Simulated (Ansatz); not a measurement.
**From the elastic tensor of MnGa4 to moduli and sound speeds**

Level of theory: DFT LDA, scalar-relativistic, plane waves, PAW in Ansatz 0.2.0. Settings: 420 eV plane-wave cutoff, Γ-centred 10×10×10 mesh, Gaussian smearing of 0.20 eV. Collinear spin, site moments 0.3, 0.0, 0.0, 0.0, 0.0 μB.

It takes space group Im-3m (No. 229, cubic). Conventional cell: a = 5.449 Å, b = 5.449 Å, c = 5.449 Å, α = 90.00°, β = 90.00°, γ = 90.00°. Around Mn (site symmetry m-3m) lie 8 Ga at 2.36 Å. Ga (site symmetry -3m) has 2 Mn at 2.36 Å as nearest neighbours.

In a metal, frequencies and elastic constants depend on the k mesh and the smearing, soft modes and shear constants most.

Relaxed-ion constants (GPa, on the Cartesian axes of the calculation):
C11 = 200.2, C12 = 71.0, C13 = 71.0, C22 = 200.2, C23 = 71.0, C33 = 200.2, C44 = 82.7, C55 = 82.7, C66 = 82.7 GPa; the others vanish.

Density 6.854 g/cm³; 5 atoms in 80.88 Å³.

The values that follow are for a polycrystal of randomly turned grains, by Hill's mean where one number stands.

With S = C⁻¹: B_V = (C11+C22+C33+2(C12+C13+C23))/9, G_V = (C11+C22+C33−C12−C13−C23+3(C44+C55+C66))/15, 1/B_R = S11+S22+S33+2(S12+S13+S23), 15/G_R = 4(S11+S22+S33−S12−S13−S23)+3(S44+S55+S66); Hill is their mean. Then v_l = √((B+4G/3)/ρ), v_t = √(G/ρ), v_m = [(2/v_t³+1/v_l³)/3]^(−1/3) and Θ = (ħ/k_B)·v_m·(6π²n/V)^(1/3) for n atoms in the volume V; E = 9BG/(3B+G), ν = (3B−2G)/(2(3B+G)) and A^U = 5G_V/G_R + B_V/B_R − 6.

| Item | Value |
| --- | --- |
| Bulk modulus, Voigt / Reuss / Hill | 114.1 / 114.1 / 114.1 GPa |
| Shear modulus, Voigt / Reuss / Hill | 75.5 / 74.4 / 74.9 GPa |
| Young's modulus | 184 GPa |
| Poisson ratio | 0.231 |
| Pugh ratio B/G | 1.52 (under 1.75, the rule of thumb for brittle) |
| Universal anisotropy index | 0.07 |
| Longitudinal and transverse sound speeds | 5587 and 3306 m/s |
| Debye temperature from the mean sound speed | 431 K |

Whether MnGa4 exists in this form wasn't checked.

Cost: 1 run of about 5.2 core-minutes, on Oxide Virtual Turin-like Processor (Zen 5) (shared hosts).

The tensor meets the cubic conditions for elastic stability, so this cell resists any small homogeneous strain in the magnetic state computed. C44 exceeds C12, the reverse of what simple central forces with a volume-dependent electron gas would favour, which suggests a directional part in the bonding, probably from Mn 3d–Ga 4p hybridisation. The Mn–Ga contacts run along the body diagonals, where the shear measured by C44 changes their length to first order, while a tetragonal shear does not. The Ga–Ga contacts along the cube axes help to resist the latter, and this balance plausibly explains why the anisotropy index is only 0.07.

LDA commonly overbinds, so the lattice is probably too small and the moduli too high. The same contraction would broaden the Mn d band and weaken exchange splitting, which may contribute to the small Mn moment of 0.3 μB. With a single Mn in the 5-atom cell, antiparallel Mn order could not appear, so the magnetic ground state and its effect on the elastic constants remain open.
